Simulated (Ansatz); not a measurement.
## ReB₂: energy above lowest point against volume scale

Results calculated with Ansatz 0.2.0, not measured. Free energy against uniform scaling of the volume at fixed shape and fractions; periodic cell, basis, potentials, k mesh and filling as listed.

The cell before it is scaled or strained (space group P6_3/mmc, No. 194):
```
CELL_PARAMETERS angstrom
2.90000 0.00000 0.00000
-1.45000 2.51150 0.00000
0.00000 0.00000 7.47800
ATOMIC_POSITIONS crystal
Re 0.33333 0.66667 0.25000
Re 0.66667 0.33333 0.75000
B 0.33333 0.66667 0.54800
B 0.66667 0.33333 0.04800
B 0.33333 0.66667 0.95200
B 0.66667 0.33333 0.45200
```

Settings of every row: functional PBEsol; dispersion none; potentials PAW; wave cutoff 500 eV; density cutoff 2000 eV; k mesh 11x11x4; k shift 0x0x0; occupations fermi dirac; smearing width 0.15 eV; spin none.

Limits: coarse k mesh, up to 40 meV an atom off; no spin-orbit coupling, which can matter with elements this heavy.

```
row  volume scale  V (Å³/atom)  energy above lowest point (meV/atom)
  1           0.9         8.17                                    98
  2         0.925        8.397                                  48.5
  3          0.95        8.624                                  17.1
  4         0.975        8.851                                   1.6
  5             1        9.077                                     0
  6         1.025        9.304                                  10.7
  7          1.05        9.531                                  32.1
  8         1.075        9.758                                  63.1
  9           1.1        9.985                                     ?
```

Question: what energy above lowest point should row 9 give?

Worked fit of energy above lowest point. Take u = (V_r/V)^(2/3) − 1 with V_r = 8.964 Å³ an atom, which is twice the finite (Eulerian) strain; such expansions in the strain, on which the Birch-Murnaghan equation of state is built, carry the rest volume and the bulk modulus. The shown rows have u = 0.06378, 0.04452, 0.02611, 0.00849, -0.00832, -0.02451, -0.04006, -0.05501. Least squares give energy above lowest point = −0.81 + 89.9 × u + 22813 × u² + 1087 × u³ meV/atom; a parabola predicts inner rows, each left out in turn, worse (root mean square 0.061 against 0.027 meV/atom). All shown rows lie on it to the printed digit. Its lowest point lies at u = -0.0020, or V = 8.991 Å³ an atom, and the curvature there gives the bulk modulus at fixed shape and fractions, B = (4/9)(1 + u)² E″(u)/V = 360 GPa. Letting shape and atoms relax would as a rule lower it, by much in layered, chain or molecular crystals. The withheld row has u = -0.06939, so the fit gives −0.81 + 89.9 × (-0.06939) + 22813 × (-0.06939)² + 1087 × (-0.06939)³ = 102.4 meV/atom.

The calculation gave 102.4 meV/atom. The fit meets it to the printed digit. This row lies beyond the range of the fit.
